Dear colleague,

Yang's $\eta$-paired state is an exact eigenstate of your attractive square lattice at quarter filling, but it is not the ground state. How far its energy may stand in for the ground-state energy is a question of cost against accuracy. I compare it below with BCS theory and with Lanczos iteration, on a cluster that can be solved by hand. Energies are in units of the hopping $t$, and all numbers belong to the model, not to a material.

**The model and Yang's state**

$$H=T+U\sum_i n_{i\uparrow}n_{i\downarrow},\qquad T=-t\sum_{\langle ij\rangle\sigma}\left(c^\dagger_{i\sigma}c_{j\sigma}+\text{h.c.}\right),\qquad U=-g<0 .$$

There are $L$ sites, $2L$ bonds and $m$ electrons of each spin. Quarter filling means $\rho=m/L=1/4$. The boundary conditions keep the lattice bipartite, with $s_i=+1$ on sublattice A and $-1$ on B. Write $B^\dagger_{ij}=c^\dagger_{i\uparrow}c^\dagger_{j\downarrow}$, $P^\dagger_i=B^\dagger_{ii}$ and $\eta^\dagger=\sum_i s_iP^\dagger_i$.

Hopping breaks a pair, $[T,P^\dagger_j]=-t\sum_{i\sim j}(B^\dagger_{ij}+B^\dagger_{ji})$, where $i$ runs over the neighbours of $j$. In $[T,\eta^\dagger]$ each bond therefore carries the factor $s_i+s_j=0$. Since $[n_{i\uparrow}n_{i\downarrow},P^\dagger_i]=P^\dagger_i$ and $[N,\eta^\dagger]=2\eta^\dagger$,

$$[H-\mu N,\eta^\dagger]=(U-2\mu)\,\eta^\dagger .$$

Hence $(\eta^\dagger)^m|0\rangle$ is an eigenstate of $H$ with energy $mU$ (Yang, 1989). It is a sum over all $\binom Lm$ placements of $m$ pairs, each with amplitude $\prod s_i$. The operator $P^\dagger_iP_j$ acts on the $\binom{L-2}{m-1}$ placements with $j$ filled and $i$ empty, so for $i\ne j$

$$\langle P^\dagger_iP_j\rangle=s_is_jC,\qquad C=\frac{m(L-m)}{L(L-1)} .$$

This does not decay with distance, which is off-diagonal long-range order. The diagonal elements are $m/L$, so the largest eigenvalue of the pair matrix is $m/L+(L-1)C=m(L-m+1)/L$. It belongs to momentum $(\pi,\pi)$ and tends to $3L/16$ at quarter filling.

For the energy and pair order of this state the formulas are exact and free. The trade concerns the ground-state energy $E_0$.

**Choice 1: the $\eta$ energy**

The work is one multiplication and the memory is nil. For the deviation take $g\gg t$. Breaking a pair costs $g$, so among fully paired states second-order perturbation theory adds $-\mathcal P\,T^2\mathcal P/g$, with $\mathcal P$ the projector on those states. This operator is never positive, and $T$ annihilates the $\eta$ state, which is thus the top of the paired band at this order. The uniform state $|v_0\rangle\propto(\sum_iP^\dagger_i)^m|0\rangle$ has the same mean energy $mU$, but its two routes to a broken pair add instead of cancelling. A bond is half filled with probability $2C$, which gives $4Ct^2$ from hops that return and $4Ct^2$ from hops that move the pair, so

$$b^2=\langle v_0|T^2|v_0\rangle=16LC\,t^2 .$$

The $\eta$ energy lies above $E_0$ by at least $16C\,t^2/g$ per site at this order. The deviation falls with coupling and no extra work reduces it.

**Choice 2: BCS**

Take $\prod_k(u_k+v_kc^\dagger_{k\uparrow}c^\dagger_{-k\downarrow})|0\rangle$ with $\sum_kv_k^2=m$ and $\epsilon_k=-2t(\cos k_x+\cos k_y)$. Wick's theorem gives

$$E=\sum_k2\epsilon_kv_k^2-gL(\rho^2+F^2),\qquad F=\frac1L\sum_ku_kv_k .$$

With $\Delta=gF$, $\xi_k=\epsilon_k+x$, $E_k=\sqrt{\xi_k^2+\Delta^2}$ and $-x$ the Hartree-shifted chemical potential, the minimum has $2v_k^2=1-\xi_k/E_k$ and obeys $\sum_k\xi_k/E_k=L-2m$ and $\sum_k1/E_k=2L/g$. Using $\sum_k\epsilon_k=0$,

$$E_{\rm BCS}=(L-2m)x-\sum_kE_k+\frac{L\Delta^2}{g}-\frac{gm^2}{L}.$$

For large $g$ put $2u_kv_k=\sin\theta_k$, $1-2v_k^2=\cos\theta_k$ and $\theta_k=\theta+\delta_k$ with small $\delta_k$ of zero mean. Then $\rho^2+F^2=\rho-\langle\delta^2\rangle/4$ and the kinetic energy per site is $\sin\theta\,\langle\epsilon\delta\rangle$. The minimum has $\delta_k=-2\epsilon_k\sin\theta/g$. With $\sin^2\theta=4\rho(1-\rho)$ and $\langle\epsilon^2\rangle=4t^2$,

$$E_{\rm BCS}/L=-g\rho-16\rho(1-\rho)\,t^2/g=-g/4-3t^2/g .$$

BCS thus lies $3t^2/g$ per site below the $\eta$ state. It fixes only the mean particle number, so it bounds $E_0$ from above only when the ground-state energy is convex in $m$.

A Newton step for $(x,\Delta^2)$ takes 11 operations per $k$ point: the shift, $E_k^2$, a root, a reciprocal, two products for $E_k^{-3}$ and five running sums. I allow ten steps, an assumed allowance, which makes $110L$ operations and $L$ stored numbers. A finer mesh converges as $e^{-\kappa\sqrt L}$, because the summands are periodic and analytic up to the branch points $\xi=\pm i\Delta$, with $\kappa$ of order $\Delta/t$ for a small gap. The limit is the bulk BCS energy and not $E_0$, so beyond that point work buys nothing.

**Choice 3: Lanczos**

Diagonalise $H$ in the space spanned by $v_0,Hv_0,\dots,H^{k-1}v_0$. The $\eta$ state cannot serve as the start, since an eigenstate generates nothing new. The sector has dimension $D=\binom Lm^2$, and Stirling's formula at $\rho=1/4$ gives $D\sim(256/27)^{L/2}/[2\pi L\rho(1-\rho)]$, a factor 3.08 per added site. Each spin has on average $2L\cdot2C$ allowed hops. One step costs $8LC\,D$ multiply-adds for $T$, and $6D$ for the diagonal, two inner products, two vector updates and a rescaling. The work is $kD(6+8LC)$ and the memory is three vectors, $3D$.

The space contains $p(H)v_0$ for every polynomial $p$ of degree $k-1$. Let $c_j$ be the amplitudes of $v_0$ on the eigenstates it overlaps, with energies $E_0<E_1\le\dots\le E_{\max}$. Choose for $p$ the Chebyshev polynomial of the interval $[E_1,E_{\max}]$. There $|p|\le1$, while $|p(E_0)|=\cosh[2(k-1)\,\mathrm{arsinh}\sqrt\gamma]$ with $\gamma=(E_1-E_0)/(E_{\max}-E_1)$. The mean energy of this trial vector, with $\cosh z\ge e^z/2$, gives

$$E^{(k)}-E_0\le4\,(E_{\max}-E_0)\,\frac{1-c_0^2}{c_0^2}\,e^{-4(k-1)\,\mathrm{arsinh}\sqrt\gamma}.$$

The bound falls exponentially in $k$. A fixed small $k$ fails on large lattices, however. For $k=2$ the matrix has diagonal $mU$ and $(m-1)U$ and coupling $b$, so

$$E^{(2)}=-mg+\frac g2-\sqrt{\frac{g^2}{4}+b^2},$$

and the gain grows only as $b\propto\sqrt L$.

**The solvable cluster**

Take the eight-site cluster of the square lattice with periods $(2,2)$ and $(2,-2)$, and $m=2$. The four neighbours of any A site are the four B sites, so $H$ is invariant under all permutations within a sublattice. The levels $\epsilon_k$ are $-4t$, six at zero, and $+4t$, which keeps $\langle\epsilon^2\rangle=4t^2$. Here $C=3/14$, the top pair eigenvalue of the $\eta$ state is 1.75, and $D=784$.

Lieb's theorem (1989) makes the ground state a unique singlet with positive amplitudes on all fully paired configurations, so it is invariant under every symmetry of the cluster. Six symmetric sums survive the fermion signs. Latin indices denote A sites, Greek indices B sites, distinct letters are distinct sites, and each sum except 2 and 6 includes its A↔B image.

| state | term | pairs | squared norm | $-T/t$ acting on it |
|---|---|---|---|---|
| 1 | $P^\dagger_aP^\dagger_b$, $a<b$ | 2 | 12 | $\lvert4\rangle$ |
| 2 | $P^\dagger_aP^\dagger_\beta$ | 2 | 16 | $\lvert4\rangle$ |
| 3 | $P^\dagger_aB^\dagger_{bc}$ | 1 | 48 | $2\lvert4\rangle$ |
| 4 | $P^\dagger_a(B^\dagger_{b\beta}+B^\dagger_{\beta b})$ | 1 | 192 | 1, 2, 3, 5, 6 |
| 5 | $P^\dagger_aB^\dagger_{\beta\gamma}$ | 1 | 96 | $2\lvert4\rangle$ |
| 6 | $B^\dagger_{ab}B^\dagger_{\beta\gamma}$ | 0 | 144 | $-3\lvert4\rangle$ |

The last column follows from $[T,B^\dagger_{ij}]=-t\sum_{l\sim i}B^\dagger_{lj}-t\sum_{l\sim j}B^\dagger_{il}$ and $B^\dagger_{ij}B^\dagger_{kl}=-B^\dagger_{il}B^\dagger_{kj}$. After normalisation the squared couplings of states 1, 2, 3, 5, 6 to state 4 are $16,12,16,8,12$ times $t^2$. The combination $|1\rangle-|2\rangle$ decouples, and it is $\tfrac12(\eta^\dagger)^2|0\rangle$ with energy $-2g$. Eliminating every state but 4 gives, for $y=-E$,

$$y-g=t^2\left[\frac{28}{y-2g}+\frac{24}{y-g}+\frac{12}{y}\right].$$

The largest root is $-E_0$. At $g=0$ it is $8t$, the free value, and at large $g$ it gives $E_0=-2g-28t^2/g$.

At order $t^2/g$ the energy gained below $-2g$ has coefficient $0$ for $\eta$, $24$ for BCS, $b^2/t^2=192/7$ for $k=2$, and $28$ exactly. Of the BCS shortfall of $4$, the part $24/7$ is the difference between $16LC$ and $16L\rho(1-\rho)$, which comes from number fluctuations. It equals $16L\rho(1-\rho)/(L-1)$ and fades per site as $1/L$, so this cluster does not give the bulk BCS shortfall.

The start $v_0\propto|1\rangle+|2\rangle$ has weight $1/49$ on the $\eta$ state, and the Lanczos chain closes at $k=5$. Its diagonal is $-g\,(2,\,1,\,\tfrac{11}{16},\,\tfrac{23}{48},\,\tfrac{11}{6})$ and its squared off-diagonal elements are $\tfrac{192}{7}t^2,\ \tfrac{256}{7}t^2,\ \tfrac{63}{256}g^2,\ \tfrac29g^2$. The other roots of the secular equation interlace with its poles and lie above $E=-2g$, so $E_1$ is the $\eta$ state itself. At large $g$ this makes $\gamma\approx14t^2/g^2$, a slow rate. For $k=2,3,4$ the deviation tends to $\tfrac47t^2/g$ as $g\to\infty$, and only the last step removes it.

**Work and deviation on the cluster**

Deviations are $E-E_0$ for the whole cluster, in units of $t$. The Lanczos counts are those of a general code that works in all 784 states and ignores the symmetry used above. One step costs $10752+6\cdot784=15456$ operations.

| choice | operations | stored numbers | $g=4t$ | $g=8t$ | $g=16t$ |
|---|---|---|---|---|---|
| exact $E_0$ | | | $-13.077$ | $-19.282$ | $-33.746$ |
| $\eta$ state | 1 | 0 | 5.077 | 3.282 | 1.746 |
| BCS | 880 | 8 | 0.199 | 0.373 | 0.253 |
| $k=2$ | 30912 | 2352 | 1.471 | 0.692 | 0.184 |
| $k=3$ | 46368 | 2352 | 0.055 | 0.071 | 0.042 |
| $k=4$ | 61824 | 2352 | 0.003 | 0.015 | 0.023 |
| $k=5$ | 77280 | 2352 | 0 | 0 | 0 |

The BCS energies are $-12.878t$, $-18.909t$ and $-33.493t$, above $E_0$ in all three cases and well below the $\eta$ energies $-8t$, $-16t$ and $-32t$.

**Cheapest choice for a stated accuracy**

- Within $0.5t$ per site, or $4t$ in total: the $\eta$ energy at $g=8t$ and $16t$, and BCS at $g=4t$.
- Within $0.05t$ per site, or $0.4t$: BCS at all three couplings. Three Lanczos steps also qualify but cost 52.7 times as much.
- Within $0.01t$ per site, or $0.08t$: Lanczos with $k=3$. BCS cannot reach this at any cost.
- Within $0.001t$ per site, or $0.008t$: $k=4$ at $g=4t$, and $k=5$ at the two stronger couplings. The fifth step raises the cost only by a factor 1.25, so in practice I would always take it.

**Best choice inside a stated budget**

- Ten operations: the $\eta$ energy, read as an upper bound on $E_0$.
- $10^3$ or $10^4$ operations: BCS, since one Lanczos step costs 17.6 complete BCS solutions.
- $3.5\times10^4$ operations: BCS at $g=4t$ and $8t$, and $k=2$ at $g=16t$, where 0.184 beats 0.253.
- $5\times10^4$ operations: $k=3$.
- $10^5$ operations: $k=5$, which is exact.

**Larger lattices**

| $L$ | BCS operations | one Lanczos step | Lanczos memory |
|---|---|---|---|
| 8 | 880 | 15456 | 2352 |
| 16 | 1760 | $1.05\times10^{8}$ | $9.94\times10^{6}$ |
| 36 | 3960 | $5.45\times10^{17}$ | $2.66\times10^{16}$ |

Translations and the point group of a square cluster shrink $D$ by at most a factor $8L$ and leave the exponent alone. A budget of $10^{12}$ operations pays for $9.6\times10^3$ steps on the $4\times4$ cluster and for not one step on $6\times6$, even after that reduction. Among these three choices your $6\times6$ or larger lattice is therefore left with BCS, whose deviation I have computed only for eight sites.

Energy separates the two kinds of pairing by about $3t^2/g$ per site at strong coupling, a small part of the pairing energy $g/4$. The pair momentum separates them cleanly. At large $g$ the cluster ground state is the paired combination orthogonal to $|1\rangle-|2\rangle$. Its amplitudes are all positive, so $\langle P^\dagger_iP_j\rangle>0$ and the pair matrix peaks at momentum zero, while that of the $\eta$ state peaks at $(\pi,\pi)$.